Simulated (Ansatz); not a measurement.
## Pt: energy above lowest point as volume scale varies

Free energy against uniform scaling of the volume at fixed shape and fractions; periodic cell, basis, potentials, k mesh and filling as listed. The results are calculated, by Ansatz 0.2.0.

The cell before it is scaled or strained (space group Im-3m, No. 229):
```
Pt
1.0
     -1.5895     1.5895     1.5895
      1.5895    -1.5895     1.5895
      1.5895     1.5895    -1.5895
Pt
1
Direct
  0.00000 0.00000 0.00000
```

Settings of every row: functional PBEsol; dispersion none; potentials PAW; wave cutoff 462.59 eV; density cutoff 1850.4 eV; k mesh 10x10x10; k shift 0x0x0; occupations methfessel paxton; smearing width 0.05 eV; spin none.

Limits: coarse k mesh, up to 40 meV an atom off; no spin-orbit coupling, which can matter with elements this heavy; the cell comes from a prototype or a list of computed structures and needn't be the stable phase.

| row | volume scale | V (Å³/atom) | energy above lowest point (meV/atom) |
| --- | --- | --- | --- |
| 1 | 0.9406 | 15.109 | 0 |
| 2 | 0.9703 | 15.586 | 8 |
| 3 | 1 | 16.064 | ? |
| 4 | 1.0297 | 16.541 | 84.8 |
| 5 | 1.0594 | 17.018 | 147 |

Question: what energy above lowest point should row 3 give?

Worked fit of energy above lowest point. Take u = (V_r/V)^(2/3) − 1 with V_r = 16.064 Å³ an atom, which is twice the finite (Eulerian) strain; such expansions in the strain, on which the Birch-Murnaghan equation of state is built, carry the rest volume and the bulk modulus. The shown rows have u = 0.04171, 0.02034, -0.01932, -0.03773. Least squares give energy above lowest point = 37.45 − 1953.2 × u + 25256 × u² meV/atom; a straight line predicts inner rows, each left out in turn, worse (root mean square 23 against 0.45 meV/atom). The rows lie off it by 0.1, -0.2, 0.2, -0.1. Its lowest point lies at u = 0.0387, or V = 15.18 Å³ an atom, and the curvature there gives the bulk modulus at fixed shape and fractions, B = (4/9)(1 + u)² E″(u)/V = 256 GPa. The withheld row has u = 0, so the fit gives 37.45 − 1953.2 × (0) + 25256 × (0)² = 37.5 meV/atom.

The calculation gave 37.3 meV/atom. The fit lies 0.2 meV/atom (0.14 % of the column's range) above it; its largest miss of a shown row is 0.2 meV/atom.
